**Q.** I work on 4d photoemission of highly charged ions. What should I take from Dirac-Hartree-Fock results for the 4d3/2 orbital along the 52-electron sequence?

Dirac-Coulomb Hartree-Fock calculations with B-spline radial code 1 for spherical atomic ions with 52 electrons, at the basis-set limit and with a Fermi model of the nuclear charge. Open shells are treated as an average over the configuration of nl shells.

| species | Z | charge (e) | configuration | ε(4d3/2) (hartree) | <r>(4d3/2) (bohr) | <1/r>(4d3/2) (1/bohr) | <r²>(4d3/2) (bohr²) |
| --- | --- | --- | --- | --- | --- | --- | --- |
| I+ | 53 | 1 | [Kr] 4d10 5s2 5p4 | -2.69338 | 0.91147 | 1.4472 | 0.96905 |
| Xe2+ | 54 | 2 | [Kr] 4d10 5s2 5p4 | -3.49308 | 0.86711 | 1.5201 | 0.87424 |
| Ba4+ | 56 | 4 | [Kr] 4d10 5s2 5p4 | -5.34512 | 0.79128 | 1.6646 | 0.72458 |
| La5+ | 57 | 5 | [Kr] 4d10 5s2 5p4 | -6.38795 | 0.75856 | 1.7363 | 0.66473 |
| Pr7+ | 59 | 7 | [Kr] 4d10 4f1 5s2 5p3 | -8.43307 | 0.70719 | 1.8632 | 0.57671 |
| Pm9+ | 61 | 9 | [Kr] 4d10 4f3 5s2 5p1 | -10.4060 | 0.66849 | 1.9722 | 0.51504 |
| Sm10+ | 62 | 10 | [Kr] 4d10 4f4 5s2 | -11.4526 | 0.65091 | 2.0261 | 0.48820 |
| Gd12+ | 64 | 12 | [Kr] 4d10 4f4 5s2 | -14.2942 | 0.61001 | 2.1627 | 0.42805 |
| Tb13+ | 65 | 13 | [Kr] 4d10 4f4 5s2 | -15.8227 | 0.59140 | 2.2314 | 0.40205 |

**A.** Z is the nuclear charge, and the ion's charge is Z − 52. ε(4d3/2) is the orbital eigenvalue, and <r>, <1/r> and <r²> are radial averages over that orbital. From I+ to Tb13+ the orbital shrinks and deepens in every row. <r> falls by 35 % and |ε| grows by a factor 5.9, while Z grows by a factor of only 1.23. The electron count is fixed, so each added proton comes without an electron to screen it and adds to an effective charge far below Z. The rows form three groups: 5p4 up to La5+, the replacement of 5p by 4f from Pr7+ to Sm10+, and 4f4 5s2 from Sm10+ on. I compare steps per unit Z.

**Q.** What effective charge does the 4d electron see?

**A.** That depends on the quantity you ask. A hydrogenic 4d orbital of charge Z* has

<1/r> = Z*/16, <r> = 21/Z*, <r²> = 504/Z*², ε = −Z*²/32.

For Xe2+, <1/r> gives 16 × 1.5201 = 24.32, <r> gives 24.22 and <r²> gives 24.01. The three radial values agree within 1.5 % of their mean in all rows, so the moments look nearly hydrogenic. The energy gives √(32 × 3.493) = 10.57, and it lies 13 to 14 units below the <1/r> value in every row.

Two limits explain the gap. A shell of charge wholly inside 4d lowers the nuclear charge and changes both size and energy. A shell wholly outside exerts no force, by Gauss's law. It leaves the size alone and raises ε by a constant. Size therefore counts mainly enclosed charge, whereas energy feels all electrons. For Xe2+ the radial charge would give −24.32²/32 = −18.48 hartree, which is 14.99 hartree below the computed ε.

**Q.** So the six n = 5 electrons supply that offset?

**A.** Only a minor part. The direct repulsion between 4d and an outer electron cannot exceed that electron's <1/r>. Summed over 5s2 5p4 in the same Xe2+ calculation, this bound is 3.87 hartree, 26 % of the offset. The kinetic energy T is not the source either. The small-component weight of the orbital in the same run is about T/(2c²), and it puts T within 2 % of the hydrogenic 18.48 hartree, so the offset is repulsion energy. The 28 electrons with n ≤ 3 can repel by at most 28 × 1.5201 = 42.56 hartree, less than the 29.68 × 1.5201 = 45.12 already counted in the radial charge. Most of the offset must therefore come from the 17 other n = 4 electrons, which lie partly outside any given 4d radius.

**Q.** How much does one proton do when the configuration stays fixed?

**A.** With all other orbitals frozen, a proton shifts ε by −<1/r> to first order. In the self-consistent calculation the other electrons also contract, and their increased repulsion returns part of the gain. The ratio of −dε/dZ to the mean <1/r> of the step is 0.54 from I+ to Xe2+, 0.61 from Ba4+ to La5+ and 0.70 from Gd12+ to Tb13+. It must approach 1 when repulsion becomes small against the nuclear attraction, and it rises over all five fixed-configuration steps. The curvature of ε moves the same way, from −0.084 through −0.078 to −0.072 hartree, toward the non-relativistic hydrogenic −1/16.

The slope of <1/r> is 0.072 to 0.073 1/bohr per proton among the 5p4 rows, above the hydrogenic 0.0625. Without relativity, constant screening would give exactly the hydrogenic slope, so the steeper slope is another way of saying that the screening Z − Z* falls, from 29.84 in I+ to 29.22 in La5+. The likely reason is that a heavily screened 4d contracts faster than the core and penetrates it more. The mean radii support this: that of 4d3/2 is about 3.1 times that of 3d3/2 in Xe2+ and 2.8 times in Gd12+. Part of the excess is relativistic and depends on j: <1/r> of 4d5/2 lies 1.4 % below that of 4d3/2 in Xe2+ and 1.8 % below in Gd12+, so its slope is smaller.

**Q.** Then why does the trend slacken after La5+?

**A.** The slope of <1/r> drops to 0.0635 and then 0.054 1/bohr, and recovers to 0.068 after Sm10+. The deepening of ε, which had been accelerating, stalls near 1.0 hartree per proton and then jumps to 1.42. The slow steps are exactly those in which 4f replaces 5p. That replacement is set by the assigned configurations. It fits the tendency of levels to order by n, as in hydrogen, when the ion's charge rises. The eigenvalues have not fully reordered: 4f5/2 still lies just above 5p3/2 in Pr7+ and above 5s in Gd12+, and eigenvalue order alone does not decide the filling.

If the electron moved from wholly outside 4d to wholly inside, it would cancel one proton. If it stayed outside, the size would not notice. In Pr7+ the mean radius of 5p3/2 is 2.16 times that of 4d3/2, and that of 4f5/2 only 1.21 times. The electron moves from well outside to overlapping, still slightly outside on average, so a partial cancellation is expected.

**Q.** How large is it?

**A.** I fitted all nine rows by least squares to a + bx + cx² + u·n, with x = Z − 59 and n the number of 4f electrons. For <1/r>, u = −0.0154 1/bohr against b = 0.0705, so one exchange undoes 0.22 of a proton. For Pm9+, with x = 2, n = 3, a = 1.8783 and c = −0.00023,

1.8783 + 0.1410 − 0.0009 − 0.0462 = 1.9722 1/bohr,

which matches the table. The row was part of the fit, so this shows consistency rather than prediction. The rms misfit is 0.0002 1/bohr, a few times the rounding, whereas a cubic in Z with equally many parameters and no n misses by 0.0043. As a rule for a neighbouring ion, add about 0.07 1/bohr per proton and subtract about 0.015 per 5p→4f exchange. Since every 4f gained is a 5p lost, only this difference is determined, and neither shell's screening separately.

For ε the fit gives u = +0.24 hartree, or 0.20 of a proton. As an order-of-magnitude check, take 4f as a stand-in for 4d. The direct Slater integrals of Pr7+ give F0(4f,4f) − F0(4f,5p) = 0.36 hartree, with exchange and relaxation neglected, which has the right sign and order of magnitude.

**Q.** Where does the model fail?

**A.** In the energy. The rms misfit is 0.023 hartree, better than the cubic's 0.085 but hundreds of times the rounding, and Pr7+ is worst, 0.041 hartree deeper than the fit. A second estimate fits a straight line in Z through the five fixed-configuration slopes and reads off the shortfall in each exchange step. It gives 0.18, 0.25 and 0.29 hartree per exchange, while the same estimate for <1/r> stays at 0.015 to 0.016 1/bohr. Most of that growth comes from the straight line itself, which joins 5p4 and 4f4 rows. Extended with its own curvature, the 5p4 slope would be −1.160 in the first exchange step against the −1.023 found, and the 4f4 slope −1.313 in the last against −1.047, about 0.27 hartree per exchange at both ends. What the fit misses is that the 4f4 rows deepen more slowly per proton than the 5p4 rows would if extended. A likely reason is 4f contracting toward 4d, its radius ratio falling from 1.21 in Pr7+ to 1.11 in Gd12+. The small rise of the <1/r> slope in the last two steps, from 0.0683 to 0.0687, may be the relativistic share of the slope growing with Z; these rows do not show it.

**Q.** Could relativity or a numerical convention cause the kink?

**A.** The 4d5/2–4d3/2 splitting is 0.077, 0.143 and 0.232 hartree in Xe2+, Pr7+ and Gd12+. That is comparable with u, but it grows steadily over these three rows, and at fixed occupation relativistic terms are smooth functions of Zα. The splitting gauges only part of the relativistic effect, so this is an argument rather than a demonstration. The freedom to rotate closed d shells among themselves cannot switch along the series, because 4d10 is closed throughout.

**Q.** Can I compare ε with my binding energies?

**A.** Only roughly. It is an eigenvalue without relaxation of the ion or correlation, averaged over the open-shell configuration, so it carries no multiplet structure from coupling of the 4d hole to 4f or 5p. The Breit shift, not included, is 0.009 to 0.024 hartree in those three rows, far below one step. The configurations were assigned, so the position of the kink is an input and only the response of 4d is computed. Whether 4f4 5s2 is lowest for Gd12+ and Tb13+ at this level is untested. In Gd12+ the 4f5/2 and 5s eigenvalues are only 0.136 hartree apart, but that gap understates the cost of moving a 5s electron into 4f. With frozen orbitals the stronger 4f–4f repulsion adds F0(4f,4f) − F0(4f,5s) = 11.62 eV, about three times the gap, before exchange, relaxation and term splitting. If 5s electrons also moved into 4f, the same reasoning would give a larger, shallower 4d and a weaker recovery.
